**Screening and intermediate coupling along the hafnium isonuclear series**

The table holds lowest levels, $LS$ term weights, free-ion moments, $\langle r^2\rangle$ and unscaled $F^4$, $F^6$ for Hf to Hf23+ (without Hf4+) from single-configuration Dirac CI on exchange-only KLI orbitals, with Breit and QED terms and valence Slater integrals scaled by 0.9. The program converts $\langle r^2\rangle$ of 4f to a hydrogenic effective charge and fits it as additive in the 4f, 5p and 5s occupations, which gives 0.39 % rms error against 2.47 % for a fit linear in charge. It compares the moments of single-shell ions with the pure Landé value and with a mixture of the Hund term and its spin-orbit partner at the tabulated weight, which lowers the rms error from 5.90 to 1.11 %, with Hf21+ the worst row at 4.2 %. For two open shells, vector coupling of the 4f level to the outer electrons reproduces Hf14+ to 0.1 % but misses Hf6+ to Hf8+ by 2 to 4 %. A two-level estimate gives the 99 % weight of Hf12+, and the growth of $\zeta/F^2$ is too small to explain the lower purity of f³ and f⁶ against their mirror fillings.

Calculated values. Lowest levels of Hf and its ions from radial Dirac CI 1: single-configuration Dirac-Coulomb-Breit CI with model QED, on exchange-only KLI orbitals optimised for each configuration. Valence Slater integrals are scaled by 0.9 in the CI but tabulated unscaled. The moment is g√(J(J+1)); radial parameters are j-averages for the open shell of highest l.

## The fit in Python

```python
# Table: Hf ions, radial Dirac CI (one configuration, exchange-only KLI orbitals, Breit + QED, valence Slater
# integrals x0.9): lowest level, LS weight, moment, unscaled F4, F6, <r^2>. Tested: hydrogenic screening of 4f,
# Lande moments with the spin-orbit partner term, and vector coupling of 4f to an open 5p or 5s shell.
T = {
    'ion': ['Hf', 'Hf+', 'Hf2+', 'Hf3+', 'Hf5+', 'Hf6+', 'Hf7+', 'Hf8+', 'Hf9+', 'Hf10+', 'Hf11+', 'Hf12+', 'Hf13+', 'Hf14+', 'Hf15+', 'Hf16+', 'Hf17+', 'Hf18+', 'Hf19+', 'Hf20+', 'Hf21+', 'Hf22+', 'Hf23+'],
    'Z': [72, 72, 72, 72, 72, 72, 72, 72, 72, 72, 72, 72, 72, 72, 72, 72, 72, 72, 72, 72, 72, 72, 72],
    'charge': [0, 1, 2, 3, 5, 6, 7, 8, 9, 10, 11, 12, 13, 14, 15, 16, 17, 18, 19, 20, 21, 22, 23],  # e
    'N': [72, 71, 70, 69, 67, 66, 65, 64, 63, 62, 61, 60, 59, 58, 57, 56, 55, 54, 53, 52, 51, 50, 49],
    'configuration': ['[Xe] 4f14 5d2 6s2', '[Xe] 4f14 5d 6s2', '[Xe] 4f14 5d2', '[Xe] 4f14 5d', '[Xe] 4f13', '[Kr] 4d10 4f13 5s2 5p5', '[Kr] 4d10 4f13 5s2 5p4', '[Kr] 4d10 4f13 5s2 5p3', '[Kr] 4d10 4f13 5s2 5p2', '[Kr] 4d10 4f12 5s2 5p2', '[Kr] 4d10 4f12 5s2 5p', '[Kr] 4d10 4f12 5s2', '[Kr] 4d10 4f11 5s2', '[Kr] 4d10 4f11 5s', '[Kr] 4d10 4f11', '[Kr] 4d10 4f10', '[Kr] 4d10 4f9', '[Kr] 4d10 4f8', '[Kr] 4d10 4f7', '[Kr] 4d10 4f6', '[Kr] 4d10 4f5', '[Kr] 4d10 4f4', '[Kr] 4d10 4f3'],
    'open_shell': ['5d', '5d', '5d', '5d', '4f', '4f', '4f', '4f', '4f', '4f', '4f', '4f', '4f', '4f', '4f', '4f', '4f', '4f', '4f', '4f', '4f', '4f', '4f'],
    'lowest_level': ['3F2', '2D3/2', '3F2', '2D3/2', '2Fo7/2', '3F4', '4Go11/2', '3G5', '2Fo7/2', '3H6', '4Go11/2', '3H6', '4Io15/2', '5Io8', '4Io15/2', '5I8', '6Ho15/2', '7F6', '8So7/2', '7F0', '6Ho5/2', '5I4', '4Io9/2'],
    'term_weight': [96, 100, 96, 100, 100, 81, 81, 45, 30, 35, 68, 99, 96, 97, 96, 89, 86, 88, 90, 65, 78, 85, 85],  # %
    'free_ion_moment': [1.664, 1.548, 1.661, 1.548, 4.53, 5.397, 7.398, 6.827, 4.569, 7.606, 7.281, 7.54, 9.526, 10.56, 9.525, 10.47, 10.47, 9.57, 7.816, None, 1.072, 2.816, 3.751],  # μB
    'slater_f4': [23747, None, 31482, None, None, None, None, None, None, 104710, 105910, 107150, 110890, 112380, 113990, 117510, 120970, 124350, 127670, 130930, 134140, 137300, 140410],  # cm⁻¹
    'mean_square_radius': [8.507, 6.036, 5.222, 4.307, 0.5142, 0.5007, 0.4881, 0.4762, 0.4648, 0.4345, 0.4255, 0.4167, 0.3932, 0.3841, 0.3746, 0.3561, 0.3394, 0.3242, 0.3104, 0.2977, 0.286, 0.2752, 0.2652],  # bohr²
    'slater_f6': [None, None, None, None, None, None, None, None, None, 75685, 76585, 77513, 80304, 81426, 82637, 85279, 87868, 90407, 92900, 95350, 97761, 100130, 102470],  # cm⁻¹
}
import re, numpy as np
from scipy.constants import physical_constants as pc, alpha
from scipy.integrate import cumulative_trapezoid as ct, trapezoid as tz
gs = abs(pc['electron g factor'][0]); H = pc['hartree-inverse meter relationship'][0]/100
R = {q: {k: T[k][i] for k in T} for i, q in enumerate(int(x) for x in T['charge'])}
def occ(c, sh, full):
    m = re.search(sh + r'(\d*)', c)
    return int(m.group(1) or 1) if m else (full if '[Xe]' in c else 0)
def cpl(J, a, b): return (J*(J+1) + a*(a+1) - b*(b+1))/(2*J*(J+1))
def gLS(S, L, J): return cpl(J, L, S) + gs*cpl(J, S, L)
for q, r in R.items():
    m = re.match(r'(\d)([A-Z])o?(\d+)(/2)?', r['lowest_level'])
    r.update(S=(int(m[1])-1)/2, L='SPDFGHIK'.index(m[2]), J=int(m[3])/(2 if m[4] else 1), r2=r['mean_square_radius'])
    r.update(n=[occ(r['configuration'], s, f) for s, f in (('4f', 0), ('5p', 6), ('5s', 2))], mu=r['free_ion_moment'])
x = np.linspace(1e-3, 200, 40000); rho = x**8*np.exp(-x/2); rho /= tz(rho, x)
Fh = {k: 2*tz(rho*ct(rho*x**k, x, initial=0)/x**(k+1), x)*H for k in (4, 6)}
print(f"hydrogenic 4f: <r2>=360/Z^2, F4*sqrt<r2>={Fh[4]*360**.5:.0f} cm-1 bohr, F6/F4={Fh[6]/Fh[4]:.4f}, <r2>/<r>^2={360/18**2:.3f}")
qs = list(range(5, 24)); r2 = np.array([R[q]['r2'] for q in qs]); Ze = np.sqrt(360/r2)
print(f"Zeff from <r2>: Hf5+ {Ze[0]:.2f}, Hf23+ {Ze[-1]:.2f}; <r2> ratio {r2[0]/r2[-1]:.2f}; rounding moves Zeff by <= {Ze[-1]*5e-5/r2[-1]/2:.3f}")
st = {}
for j, sh in enumerate(('4f', '5p', '5s')):
    I = [i for i in range(18) if R[qs[i]]['n'][j] > R[qs[i+1]]['n'][j]]; st[sh] = [Ze[i+1]-Ze[i] for i in I]
    print(f"{sh} leaves, rise of Zeff (final charge:value):", ' '.join(f"{qs[i+1]}:{Ze[i+1]-Ze[i]:.2f}" for i in I))
    p = [100*(r2[i+1]/r2[i]-1) for i in I]
    d = [R[qs[i+1]]['slater_f4']-R[qs[i]]['slater_f4'] for i in I if R[qs[i]]['slater_f4']]
    print(f"   <r2> change {min(p):.1f} to {max(p):.1f} %; F4 rise {min(d):.0f} to {max(d):.0f} cm-1 ({len(d)} steps)")
A1 = np.array([[1] + [-n for n in R[q]['n']] for q in qs], float); A2 = np.array([[1, q] for q in qs], float)
for name, A in (("Zeff rise per 4f, 5p, 5s lost (Slater rules 0.35, 0, 0)", A1), ("Zeff rise per unit charge only", A2)):
    c = np.linalg.lstsq(A, Ze, rcond=None)[0]; e = 100*(360/(A@c)**2/r2-1); w = np.argmax(abs(e))
    print(f"{name}: {' '.join(f'{v:.3f}' for v in c[1:])}; <r2> error rms {np.sqrt(np.mean(e**2)):.2f} %, worst Hf{qs[w]}+ {e[w]:+.2f} %")
qf = list(range(10, 24)); F4 = np.array([R[q]['slater_f4'] for q in qf], float); F6 = np.array([R[q]['slater_f6'] for q in qf], float)
pw = -np.polyfit(np.log(r2[5:]), np.log(F4), 1)[0]; pr = F4*np.sqrt(r2[5:])
print(f"Hf10+ to Hf23+: F4*sqrt<r2> {pr[0]:.0f} to {pr[-1]:.0f} ({100*(pr[-1]/pr[0]-1):+.1f} %), F6/F4 {F6[0]/F4[0]:.4f} to {F6[-1]/F4[-1]:.4f}, F4 ~ <r2>^-{pw:.3f} (pure scaling 0.5)")
mr = {6: 0.634726, 12: 0.588579, 18: 0.526336, 23: 0.479595}  # <r> in bohr, further outputs of the same runs
print("<r2>/<r>^2:", ', '.join(f"Hf{q}+ {R[q]['r2']/v**2:.3f}" for q, v in mr.items()))
pc_ = lambda a, b, k='r2': 100*(R[b][k]/R[a][k]-1)
print(f"5d <r2>: 6s2 lost {pc_(0,2):.1f}, {pc_(1,3):.1f} %; one 5d lost {pc_(0,1):.1f}, {pc_(2,3):.1f} %; F4 Hf to Hf2+ {pc_(0,2,'slater_f4'):+.1f} %; 5d Hf3+/4f Hf5+ {R[3]['r2']/R[5]['r2']:.1f}")
assert min(st['4f']) > max(st['5p'] + st['5s']) > 0 and 0.5 < pw < 0.7
print("One open shell, moments in muB: table | pure LS (err %) | with partner term (err %, +- % from weight rounding)")
e0, e1 = [], []
for q in (0, 1, 2, 3, 5, 12, 13, 15, 16, 17, 18, 19, 21, 22, 23):
    r = R[q]; S, L, J, w = r['S'], r['L'], r['J'], r['term_weight']/100; k = np.sqrt(J*(J+1)); up = J == L+S
    g0 = gLS(S, L, J); g1 = gLS(S-1, L+(1 if up else -1), J) if w < 1 else g0
    m0, m1 = g0*k, (w*g0+(1-w)*g1)*k; e0.append(100*(m0/r['mu']-1)); e1.append(100*(m1/r['mu']-1))
    lab = f"{int(2*S-1)}{'SPDFGHIK'[L+(1 if up else -1)]}" if w < 1 else "none"
    print(f"{r['ion']:6s}{r['lowest_level']:8s}{100*w:.0f}%: {r['mu']:.3f} | {m0:.3f} ({e0[-1]:+.2f}) | {lab} {m1:.3f} ({e1[-1]:+.2f}, +-{0.5*abs(g1-g0)*k/r['mu']:.2f})")
    assert w == 1 or (m0 > r['mu']) == up
print(f"rms error: pure LS {np.sqrt(np.mean(np.square(e0))):.2f} %, with partner {np.sqrt(np.mean(np.square(e1))):.2f} %; moment rounding 0.01 to 0.05 %")
assert np.mean(np.square(e1)) < np.mean(np.square(e0))/10
p3, p1 = gLS(.5, 1, 1.5), gLS(.5, 1, .5)
print(f"Two open shells: table | LS label (err %) | 4f level x outer J (err %); g(p3/2)={p3:.3f}, g(p1/2)={p1:.3f}, g(s)={gs:.3f}")
for q, core, J2, g2 in ((6,5,1.5,p3), (7,5,2,p3), (8,5,1.5,p3), (9,5,0,0), (10,12,0,0), (11,12,.5,p1), (14,15,.5,gs)):
    r, c = R[q], R[core]; J, J1 = r['J'], c['J']; k = np.sqrt(J*(J+1)); g1 = c['mu']/np.sqrt(J1*(J1+1))
    a, b = cpl(J, J1, J2), cpl(J, J2, J1); m0, m1 = gLS(r['S'], r['L'], J)*k, (a*g1+b*g2)*k
    s = f"; outer g needed {(r['mu']/k-a*g1)/b:.2f} (its share {b:+.3f})" if J2 else ""
    print(f"{r['ion']:6s}{r['lowest_level']:8s}{r['term_weight']:.0f}%: {r['mu']:.3f} | {m0:.3f} ({100*(m0/r['mu']-1):+.1f}) | Hf{core}+ x J={J2}: {m1:.3f} ({100*(m1/r['mu']-1):+.1f}){s}")
zf = {12: (4038.69, 168466), 18: (5030.53, 193258), 23: (6257.2, 216345)}  # zeta, F2 in cm-1, further outputs
z, F2 = zf[12]; gap = 0.9*(50*F2/225 + 60*R[12]['slater_f4']/1089 + 14*R[12]['slater_f6']*25/184041) + 2.5*z
v = np.linalg.eigh([[0, 1.5**.5*z], [1.5**.5*z, gap]])[1][0, 0]**2
print(f"Hf12+ two levels 3H6/1I6: gap {gap:.0f}, coupling {1.5**.5*z:.0f} cm-1, 3H weight {100*v:.1f} % (table {R[12]['term_weight']:.0f})")
print("zeta/F2:", ', '.join(f"Hf{q}+ {a/b:.4f}" for q, (a, b) in zf.items()), f"; squared ratio Hf23+/Hf12+ {(zf[23][0]/zf[23][1]*F2/z)**2:.2f}")
print("admixture ratio of mirror rows:", ', '.join(f"f{R[b]['n'][0]}/f{R[a]['n'][0]} {(100-R[b]['term_weight'])/(100-R[a]['term_weight']):.2f}" for a, b in ((15,23), (16,22), (17,21), (18,20))))
print(f"Hf5+ table below pure LS by {e0[4]:.2f} %; order of size alpha^2 x kinetic energy (Zeff^2/32) = {100*alpha**2*Ze[0]**2/32:.1f} %")
```

Printed output:

```
hydrogenic 4f: <r2>=360/Z^2, F4*sqrt<r2>=78295 cm-1 bohr, F6/F4=0.7398, <r2>/<r>^2=1.111
Zeff from <r2>: Hf5+ 26.46, Hf23+ 36.84; <r2> ratio 1.94; rounding moves Zeff by <= 0.003
4f leaves, rise of Zeff (final charge:value): 10:0.95 13:0.87 16:0.80 17:0.77 18:0.75 19:0.73 20:0.72 21:0.70 22:0.69 23:0.68
   <r2> change -6.5 to -3.6 %; F4 rise 3110 to 3740 cm-1 (9 steps)
5p leaves, rise of Zeff (final charge:value): 6:0.35 7:0.34 8:0.34 9:0.34 11:0.30 12:0.31
   <r2> change -2.6 to -2.1 %; F4 rise 1200 to 1240 cm-1 (2 steps)
5s leaves, rise of Zeff (final charge:value): 14:0.36 15:0.39
   <r2> change -2.5 to -2.3 %; F4 rise 1490 to 1610 cm-1 (2 steps)
Zeff rise per 4f, 5p, 5s lost (Slater rules 0.35, 0, 0): 0.734 0.382 0.445; <r2> error rms 0.39 %, worst Hf9+ -0.83 %
Zeff rise per unit charge only: 0.589; <r2> error rms 2.47 %, worst Hf5+ +5.59 %
Hf10+ to Hf23+: F4*sqrt<r2> 69021 to 72308 (+4.8 %), F6/F4 0.7228 to 0.7298, F4 ~ <r2>^-0.596 (pure scaling 0.5)
<r2>/<r>^2: Hf6+ 1.243, Hf12+ 1.203, Hf18+ 1.170, Hf23+ 1.153
5d <r2>: 6s2 lost -38.6, -28.6 %; one 5d lost -29.0, -17.5 %; F4 Hf to Hf2+ +32.6 %; 5d Hf3+/4f Hf5+ 8.4
One open shell, moments in muB: table | pure LS (err %) | with partner term (err %, +- % from weight rounding)
Hf    3F2     96%: 1.664 | 1.631 (-1.98) | 1D 1.664 (-0.01, +-0.25)
Hf+   2D3/2   100%: 1.548 | 1.548 (+0.02) | none 1.548 (+0.02, +-0.00)
Hf2+  3F2     96%: 1.661 | 1.631 (-1.80) | 1D 1.664 (+0.17, +-0.25)
Hf3+  2D3/2   100%: 1.548 | 1.548 (+0.02) | none 1.548 (+0.02, +-0.00)
Hf5+  2Fo7/2  100%: 4.530 | 4.537 (+0.15) | none 4.537 (+0.15, +-0.00)
Hf12+ 3H6     99%: 7.540 | 7.563 (+0.31) | 1I 7.553 (+0.17, +-0.07)
Hf13+ 4Io15/2 96%: 9.526 | 9.585 (+0.62) | 2K 9.542 (+0.17, +-0.06)
Hf15+ 4Io15/2 96%: 9.525 | 9.585 (+0.63) | 2K 9.542 (+0.18, +-0.06)
Hf16+ 5I8     89%: 10.470 | 10.612 (+1.35) | 3K 10.495 (+0.23, +-0.05)
Hf17+ 6Ho15/2 86%: 10.470 | 10.652 (+1.74) | 4I 10.503 (+0.31, +-0.05)
Hf18+ 7F6     88%: 9.570 | 9.729 (+1.66) | 5G 9.599 (+0.30, +-0.06)
Hf19+ 8So7/2  90%: 7.816 | 7.946 (+1.67) | 6P 7.833 (+0.22, +-0.07)
Hf21+ 6Ho5/2  78%: 1.072 | 0.840 (-21.62) | 4G 1.027 (-4.23, +-0.40)
Hf22+ 5I4     85%: 2.816 | 2.679 (-4.86) | 3H 2.814 (-0.08, +-0.16)
Hf23+ 4Io9/2  85%: 3.751 | 3.615 (-3.63) | 2H 3.751 (-0.00, +-0.12)
rms error: pure LS 5.90 %, with partner 1.11 %; moment rounding 0.01 to 0.05 %
Two open shells: table | LS label (err %) | 4f level x outer J (err %); g(p3/2)=1.334, g(p1/2)=0.666, g(s)=2.002
Hf6+  3F4     81%: 5.397 | 5.593 (+3.6) | Hf5+ x J=1.5: 5.277 (-2.2); outer g needed 1.47 (its share +0.200)
Hf7+  4Go11/2 81%: 7.398 | 7.614 (+2.9) | Hf5+ x J=2: 7.244 (-2.1); outer g needed 1.41 (its share +0.364)
Hf8+  3G5     45%: 6.827 | 6.575 (-3.7) | Hf5+ x J=1.5: 6.569 (-3.8); outer g needed 1.49 (its share +0.300)
Hf9+  2Fo7/2  30%: 4.569 | 4.537 (-0.7) | Hf5+ x J=0: 4.530 (-0.9)
Hf10+ 3H6     35%: 7.606 | 7.563 (-0.6) | Hf12+ x J=0: 7.540 (-0.9)
Hf11+ 4Go11/2 68%: 7.281 | 7.614 (+4.6) | Hf12+ x J=0.5: 7.185 (-1.3); outer g needed 0.46 (its share -0.077)
Hf14+ 5Io8    97%: 10.560 | 10.612 (+0.5) | Hf15+ x J=0.5: 10.552 (-0.1); outer g needed 2.02 (its share +0.062)
Hf12+ two levels 3H6/1I6: gap 49236, coupling 4946 cm-1, 3H weight 99.0 % (table 99)
zeta/F2: Hf12+ 0.0240, Hf18+ 0.0260, Hf23+ 0.0289 ; squared ratio Hf23+/Hf12+ 1.46
admixture ratio of mirror rows: f3/f11 3.75, f4/f10 1.36, f5/f9 1.57, f6/f8 2.92
Hf5+ table below pure LS by 0.15 %; order of size alpha^2 x kinetic energy (Zeff^2/32) = 0.1 %
```
